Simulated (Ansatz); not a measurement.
# Strength of the Ge–Se bond: Se(GeH3)2 → GeH3Se + GeH3

Species: Se(GeH3)2, singlet; GeH3Se `[GeH3][Se]`, doublet; GeH3 `[GeH3]`, doublet. 

Shapes, held fixed at every level: PBE0-D4/def2-TZVP. Programs: Ansatz 0.2.0. Electronic energies: no zero-point or thermal term.

| level | kind | ΔE (kJ/mol) | less CCSD(T)/def2-TZVPP |
| --- | --- | --- | --- |
| HF/def2-SVP | Hartree–Fock | +204.6 | -106.7 |
| r2SCAN-D4/def2-TZVPP | meta-GGA | +302.6 | -8.7 |
| BHLYP-D4/def2-TZVPP | global hybrid | +297.5 | -13.8 |
| PBE0-D4/def2-TZVPP | global hybrid | +310.2 | -1.1 |
| wB97M-V/def2-TZVPP | range-separated hybrid | +305.1 | -6.2 |
| MP2/def2-SVP | perturbation theory | +304.4 | -6.9 |
| CCSD/def2-TZVPP | coupled cluster or CI | +300.5 | -10.8 |
| CCSD(T)/def2-TZVPP | coupled cluster or CI | +311.3 | 0.0 |

The highest level, CCSD(T)/def2-TZVPP, gives ΔE = +311.3 kJ/mol; the levels span +204.6 to +311.3. The column of differences is taken from that level and isn't an error. Hartree–Fock misses the correlation of the pair that is broken and comes out low. No measured value is set beside it here. Open shells run unrestricted unless RO is named. Relativity is left out for Ge, Se unless named. Correlated rows may include outer-core shells of Ge, Se, which these sets cover unevenly.

Breaking the first Ge–Se bond costs +311.3 kJ/mol at the highest level, as befits a strong, moderately polar σ bond. Cleavage leaves one unpaired electron in a largely Ge-centred hybrid orbital and the other in an essentially non-bonding Se 4p orbital, so neither radical gains much delocalisation to offset the lost bond.

Electrons paired in the bond correlate more strongly than the same electrons on separate fragments, so correlation strengthens the bond. CCSD recovers most of this effect, and the perturbative triples add a further 10.8 kJ/mol. The Hartree–Fock deficit isn't a pure measure of it, however, because the basis changes as well. MP2 also uses the smaller basis, so its closeness to CCSD(T) probably owes something to compensating errors.

The density functionals show no steady trend with exact exchange: PBE0 lies above both r2SCAN, which has none, and BHLYP, which has more. PBE0's near-coincidence with CCSD(T) for this one reaction doesn't establish general accuracy for Ge–Se bonds. Nor does the first cleavage energy give the mean bond energy, which also requires breaking the bond left in GeH3Se.
